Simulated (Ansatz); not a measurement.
**Dissociation curves of AsH3 (arsine)**

AsH3: 4 atoms, total charge 0, spin state singlet. As SMILES, `[AsH3]`. The coordinates come from a PBE0-D4/def2-TZVP relaxation.

```xyz
4

As   -0.2158    0.4876   -0.3460
H     0.3499    0.6303    1.0594
H    -1.0680   -0.7055    0.0611
H     0.9339   -0.4125   -0.7745
```

The As1–H4 distance is scanned; the parts on either side stay rigid. Basis STO-3G, 9 core orbitals frozen in the correlated methods; program Ansatz 0.2.0. FCI is exact within this basis and core. Energies in eV from each method's value at 1.522 Å; methods without a U are spin-restricted. The shape above is that at 1.522 Å.

| distance (Å) | PBE | HSE06 | B2PLYP | CCSD(T) | CCSDTQ | FCI |
| --- | --- | --- | --- | --- | --- | --- |
| 1.522 | 0.00 | 0.00 | 0.00 | 0.00 | 0.00 | 0.00 |
| 1.902 | 1.16 | 1.30 | 1.31 | 1.13 | 1.13 | 1.13 |
| 2.283 | 2.86 | 3.19 | 3.19 | 2.62 | 2.62 | 2.62 |
| 3.043 | 5.35 | 6.01 | 5.63 | 3.92 | 3.94 | 3.94 |
| 3.804 | 6.36 | 7.19 | 5.90 | 4.07 | 4.09 | 4.09 |

Departure from the FCI curve at its largest: PBE +2.27 eV at 3.80 Å; HSE06 +3.10 eV at 3.80 Å; B2PLYP +1.81 eV at 3.80 Å; CCSD(T) -0.02 eV at 3.80 Å; CCSDTQ within 0.005 eV. Restricted functionals keep the electrons paired too, and rise too high.

The FCI curve has nearly levelled off by 3.804 Å, as expected when a single As–H σ bond breaks into two radicals. On the way there, the σ and σ* orbitals approach degeneracy, and a second configuration is needed to cancel the ionic terms that a closed-shell determinant retains. Exact exchange penalises those terms more heavily than semilocal exchange does, so HSE06 ends above PBE. B2PLYP follows HSE06 closely up to 2.283 Å and only then falls below it, probably because its perturbative correlation grows as the orbital gap closes; its flatter tail is therefore no sign of a sound dissociation limit. CCSD(T) stays close to FCI because the strong correlation essentially involves one electron pair, which the iterated doubles can handle.

Even the FCI rise of 4.09 eV exceeds the known As–H bond energy, most likely because the minimal basis describes the molecule and its fragments unevenly. The curves thus support a ranking of correlation treatments, but not a thermochemical value for arsine.
